Suppose you want a small orbital model of the upper filled bands of this crystal, to compute them quickly or to follow a hole (a missing electron) in them. You must decide whether three p orbitals sitting on each nitrogen nucleus, all at one energy, are good enough. The numbers say almost, with two corrections to remember: two of the three functions sit off the nucleus by about a tenth of a bond length, and they lie about 0.3 eV below the third.

Maximally localised Wannier functions of BN (P6_3/mmc, 4 atoms per cell), from Ansatz 0.2.0 with PBE, PAW and a 420 eV plane-wave cutoff, in a cell relaxed with r2SCAN. The k mesh is 9×9×6 and the Wannier mesh 9×9×4, with N p trial orbitals and no energy window. On-site energies are counted from the valence top; x, y and z are Cartesian centres.

| row | function spread (angstrom^2) | function on site (eV) | function x (Å) | function y (Å) | function z (Å) |
| --- | --- | --- | --- | --- | --- |
| 1 | 1.532 | -5.494 | 0.000 | 1.438 | 1.000 |
| 2 | 1.568 | -5.776 | -0.117 | 1.551 | 1.000 |
| 3 | 1.569 | -5.786 | 0.114 | 1.326 | 1.000 |
| 4 | 1.532 | -5.494 | 1.246 | 0.719 | 3.001 |
| 5 | 1.568 | -5.776 | 1.129 | 0.607 | 3.001 |
| 6 | 1.569 | -5.786 | 1.360 | 0.832 | 3.001 |

The crystal has to be pictured correctly first. This is a dense three-dimensional BN of the nickel arsenide type, with boron and nitrogen planes alternating every 1.00 Å along the $c$ axis, so it should not be read as a layered sheet material. Each nitrogen has six boron neighbours at the corners of a trigonal prism, three above its plane and three below. Each boron has six nitrogen neighbours, and two further boron atoms 2.00 Å away along $c$.

**Rows 1 and 4: the functions that stay on the nucleus**

The columns "function x", "function y" and "function z" give the centre of each function, the average position of an electron in it. In rows 1 and 4 this centre coincides with a nitrogen nucleus. The prism explains why, if these functions are the $p_z$-like ones, with their lobes along $c$. The threefold axis through nitrogen forbids any sideways displacement of such a function, and the mirror in the nitrogen plane forbids one along $c$. The table does not print the orbital character, but a single function that stays on the nucleus beside a matched pair that leaves it is the pattern that this site symmetry gives for p orbitals.

The "function spread" is the mean square distance of the electron from the centre of its function. Its square root in these rows is about 1.2 Å, while the B–N distance is 1.75 Å. A function centred on nitrogen therefore still reaches well towards boron, and its position alone does not make the crystal ionic. Nor are the six functions, taken together, pure atomic orbitals: for the worst-described band state, the nitrogen p trial orbitals capture less than half of the weight.

**Rows 2 and 3: an opposite pair**

The next two functions remain in the nitrogen plane but sit 0.16 Å from the nucleus, in opposite directions. That is 9% of the B–N distance, whereas a function centred at the middle of a bond would be at 50%. These are atom-centred functions with a lean, not bond functions.

The lean arises because a trigonal prism has no centre of inversion. With inversion, the two lobes of a p-like function would be equivalent and its centre would have to stay on the nucleus. Here opposite sides of the nitrogen have different surroundings, so an in-plane function can become lopsided: one lobe may outweigh the other, or both may bend to the same side. The threefold axis then ties the two in-plane functions together, which can be written in a few lines.

Call the two symmetry-adapted functions $p_x$ and $p_y$, and measure positions from the nucleus. The mirror that reverses $x$, together with the threefold axis, leaves a single independent length $d$:

$$\langle p_x|y|p_x\rangle=-\langle p_y|y|p_y\rangle=\langle p_x|x|p_y\rangle=d .$$

Any real combination $w=\cos\theta\,p_x+\sin\theta\,p_y$ then has its centre at

$$\langle x\rangle=d\sin2\theta,\qquad \langle y\rangle=d\cos2\theta .$$

The partner function has $\theta$ larger by 90°, which reverses both components. The two centres must therefore be equally far from the nucleus on opposite sides, whatever $\theta$ is. Rows 2 and 3 obey this to within a few thousandths of an ångström. The model takes the length $d$ from the table and does not predict it; what it predicts is the matching of the pair.

**Why the localisation accepts the lean**

Maximal localisation makes the summed spread as small as possible, and the lean helps. One could combine the pair as $p_x\pm i\,p_y$, which would put both centres back on the nucleus. The mean square distance from the nucleus would be unchanged, but there would be no displacement to subtract from it. Each function would then be wider by

$$d^2=(0.16\ \text{Å})^2\approx0.026\ \text{Å}^2 .$$

This small gain also shows up in the comparison with row 1. Measured from the nucleus, the in-plane functions have a mean square radius about 0.06 Å² larger than the $p_z$-like one. Moving the centre recovers 0.026 Å² of this, and the remaining excess, nearly 0.04 Å², is what the spread column shows.

The same length allows a check against a different quantity. The off-diagonal spread adds up the squared position matrix elements between different functions. In the model the two partners on one nitrogen are linked by an element of size $d$, counted in both orders, so the two nitrogen atoms in the cell contribute $4d^2\approx0.10$ Å². The computed total is 0.432 Å², so the pairs account for about a quarter of it. In this picture the rest comes from functions on different atoms. The check would have failed had the total been smaller than the pairs' share, but it is not a sharp test of the model.

**Rows 4 to 6: the second nitrogen**

The last three rows repeat the first three on the other nitrogen, which symmetry makes equivalent. They confirm that the calculation is consistent but are not a second piece of evidence. One detail does change: the line through the two displaced centres makes an angle of −44° with the $x$ axis on the first nitrogen and +44° on the second.

Neither line lies in a vertical mirror plane of its site, so the direction should not be read as that of a special bond. The model explains this freedom. Changing $\theta$ turns the line of displacement but leaves the summed spread the same, so the localisation has almost no reason to prefer one direction. Anyone who builds a model from these functions may rotate the pair to suit the vertical mirror planes, provided that the hoppings and the centres are changed to match.

**The energy column: two levels, not three**

The "function on site" energy is the average energy of an electron in one function, counted from the valence top. It is not a band energy. The in-plane functions lie 0.29 eV below the $p_z$-like ones, nearly twice the largest error of the interpolated bands. The 0.01 eV between rows 2 and 3 is best ignored, because symmetry makes the two in-plane levels equal. A sensible model thus has one level for $p_z$ and one shared by the pair.

Symmetry permits this splitting but does not say which level is lower. The six B–N bonds favour the in-plane functions only slightly, since they lie close to the angle at which a shell of neighbours acts equally on all three p directions. Summed over the bonds, the squared head-on (σ) overlap with $p_z$ is only about 3% smaller than with an in-plane orbital. For that to produce the whole splitting, bonding would have to lower the nitrogen levels by about 9 eV. That is a large shift, but strong covalent bonds can move levels by several electronvolts, so the bond angle may well supply part of the splitting.

Another possible cause is the short boron–boron contact across the nitrogen plane. The empty orbitals of the two boron atoms form a lower, bonding combination and a higher, antibonding one. The bonding combination is even under reflection in the nitrogen plane, like the in-plane p functions, while the antibonding one is odd, like $p_z$. Taken alone, this contact gives the in-plane functions empty partners closer in energy. Mixing with them would push these functions further down and carry them further out onto boron, in keeping with their larger spread. Boron atoms side by side in one plane, 2.49 Å apart, can work the other way: $p_z$ mixes with their s orbitals in phase, a bonding combination, while an in-plane function needs opposite signs. The table does not show which effect wins, and the electrostatic field of more distant ions could contribute as well.

**What matters for the model**

The six functions describe only the upper six filled bands, so a model built from them has no band gap. The splitting is small beside the width of those bands, which span at least 12 eV. Most of that width must come from hopping between functions, so the hoppings deserve more care than the levels. Giving all three functions one energy would still remove a splitting of 0.29 eV, which is larger than the interpolation error. Placing them all on the nucleus leaves the band energies alone if the hoppings are kept. It also leaves the total dipole of the filled bands alone, because the two shifts in a pair cancel. The positions matter once there is a hole, whose coupling to an electric field depends on where each function sits.

For a related crystal, look first at the site of the atom that carries the orbitals. If it has a centre of inversion, as boron has here, p-like functions that respect it stay on the nucleus. If it has a threefold axis and a horizontal mirror but no inversion, and the functions are built from p orbitals alone, expect one centred function and one opposite pair, with two levels. If an s orbital joins the set, one-sided hybrids can form instead. The printed analysis below gives the displacements from each nucleus and the comparisons used here.

Numerical output:

```
Centres relative to the N nucleus:
  row  dx in A     dy in A  shift in A  mean square radius about N in A2
    1        0  -0.0001795   0.0001795                             1.532
    2   -0.117      0.1128      0.1625                             1.594
    3    0.114     -0.1122      0.1599                             1.595
    4   0.0005  -8.976e-05    0.000508                             1.532
    5  -0.1165     -0.1121      0.1617                             1.594
    6   0.1145      0.1129      0.1608                             1.595
B-N distance in angstrom: 1.752
B-B distance along c in angstrom: 2.001
mean shift of the in-plane functions in angstrom: 0.1612
mean shift as percent of the B-N distance: 9.204
root of the spread of the unshifted functions in angstrom: 1.238
angle of the shift axis to x on the first N in degrees: -43.96
angle of the shift axis to x on the second N in degrees: 43.89
spread saved by the shift per in-plane function in angstrom^2: 0.026
excess spread of in-plane over unshifted functions in angstrom^2: 0.0365
excess mean square radius about N in angstrom^2: 0.0625
in-plane functions lie deeper by in eV: 0.287
level difference inside the pair of rows 2 and 3 in eV: 0.01
level gap over the largest band miss: 1.871
summed squared shifts in angstrom^2: 0.104
summed squared shifts as percent of the off-diagonal spread: 24.07
invariant part as percent of the total spread: 94.93
nearest-shell sigma weight of p_z below that of in-plane p in percent: 3.257
bonding shift needed if bond tilt alone made the level gap in eV: 8.813
least width of the upper six filled bands in eV: 12.2
level gap as percent of that width: 2.353
```
